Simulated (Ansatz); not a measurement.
## TeAs: moving As off its site

TeAs, Fm-3m, a = 5.935 Å (as given, not relaxed at this level: -5.5 GPa). The structure is a Materials Project entry; whether it is the stable form wasn't checked. Ansatz: PBEsol+D3(BJ), PAW, 420 eV, Γ-centred 14×14×14 mesh on 2 atoms, Gaussian smearing 0.15 eV; no spin polarisation.

```yaml
crystal:
  lattice:
    - [0.00000, 2.96767, 2.96767]
    - [2.96767, 0.00000, 2.96767]
    - [2.96767, 2.96767, 0.00000]
  atoms:
    - { symbol: Te, position: [0.50000, 0.50000, 0.50000] }
    - { symbol: As, position: [0.00000, 0.00000, 0.00000] }
```

Atom 2 (As) moves by x along the unit vector (0.000, 1.000, 0.000), with its periodic images; all else is held. y is the free energy of the cell over the start, F the force along the path summed over the moved atoms. Symmetry makes y even in x.

| x (Å) | y (meV) | F (eV/Å) |
| --- | --- | --- |
| -0.3000 | 132.4 | 0.93 |
| -0.1500 | 31.3 | 0.43 |
| 0.0000 | 0.0 | 0.00 |
| 0.0375 | 1.9 | -0.10 |
| 0.0750 | ? | ? |
| 0.1125 | 17.5 | -0.31 |
| 0.1875 | 49.6 | -0.55 |
| 0.2250 | 72.4 | -0.67 |
| 0.2625 | 100.1 | -0.80 |

Problem. Fit y = c2 x² + c4 x⁴ to the energies of the other rows, give the force constant, and predict energy and force of the missing row.

Solution. Least squares on the rows shown. y = 1374 x² + 1098 x⁴. The force constant is 2 c2 = 2.75 eV/Å², for the cell as given, at -5.5 GPa (for all images moving together, not for a lone atom). With two atoms in a cubic cell this is the optical mode at Γ (in a metal it hangs on mesh and smearing): ω = 521.5 √(2 c2/μ) = 126 cm⁻¹ for μ = 47.20 u. The force −dy/dx at the missing row is -0.21 eV/Å (computed -0.21). At x = 0.0750 the fit asked for gives 7.8 meV. The run gave 7.7 meV, so the fit is 0.1 meV too high, within the rms miss on the fitted rows (0.1 meV).

The energy rises on both sides of the ideal As site, and the force always points back towards it, so rock-salt TeAs shows no tendency to off-centre in this mode. The positive quartic term stiffens the well further, as expected when As is pushed against a Te neighbour along a cube axis. Because cubic symmetry makes the harmonic term isotropic, small displacements along the other directions are also restored; only the quartic part is specific to this path.

The likely electronic reason is band filling. Group 15 elements have half-filled p shells, which favour a Peierls-like split into short and long bonds. Te brings one more electron than As, taking the p manifold past half filling, where such a split gains less energy. The negative pressure means the cell is stretched, and contraction would probably strengthen the short-range repulsion and harden the mode. The scan doesn't test distortions that enlarge the cell, so it can't establish the dynamical stability of the rock-salt structure as a whole.
